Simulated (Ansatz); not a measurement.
Cu: the change of pressure with volume per atom

All-electron LAPW DFT of a crystal on the k mesh given, cartesian forces, stress positive in compression, open shells may miss their lowest state, no spin. The results are calculated, by Ansatz 0.2 development.

Cell of the first row (space group Fm-3m, No. 225):
```
Cu
1.0
      0.0000     1.7361     1.7361
      1.7361     0.0000     1.7361
      1.7361     1.7361     0.0000
Cu
1
Direct
  0.00000 0.00000 0.00000
```

Settings of every row: k mesh 12x12x12; k shift 0x0x0; occupations Fermi-Dirac; smearing width 0.06 eV; functional PBEsol; relativity scalar, some core shells by Dirac; nucleus point; basis error target 0.25 meV/atom; hardware server CPU, model not recorded, shared host; command ansatz run INPUT --backend cpu --pin off --threads 1.

Limits: coarse k mesh.

```
row  volume per atom (Å³)  pressure (GPa)
  1                10.465           15.92
  2                10.806               ?
  3                11.147            2.53
  4                11.489           -2.54
  5                 11.83           -6.77
  6                12.171          -10.29
  7                12.512           -13.2
```

Question: what pressure should row 2 give?

Worked fit of pressure. Take u = (V_r/V)^(2/3) − 1 with V_r = 11.66 Å³ an atom, which is twice the finite (Eulerian) strain; such expansions in the strain, on which the Birch-Murnaghan equation of state is built, carry the rest volume and the bulk modulus. The shown rows have u = 0.07475, 0.03045, 0.0099, -0.0096, -0.02819, -0.04593. Least squares give pressure = −4.763 + 216.2 × u + 745.4 × u² + 852 × u³ GPa; a parabola predicts inner rows, each left out in turn, worse (root mean square 0.058 against 0.015 GPa). The rows lie off it by 0.00, -0.01, 0.01, 0.00, -0.01, 0.00. The pressure vanishes at u = 0.0205, or V = 11.31 Å³ an atom, and there the bulk modulus at fixed shape and fractions is B = −V dP/dV = (2/3)(1 + u) dP/du = 169 GPa. The withheld row has u = 0.05202, so the fit gives −4.763 + 216.2 × (0.05202) + 745.4 × (0.05202)² + 852 × (0.05202)³ = 8.62 GPa.

The calculation gave 8.62 GPa. The fit meets it to the printed digit.
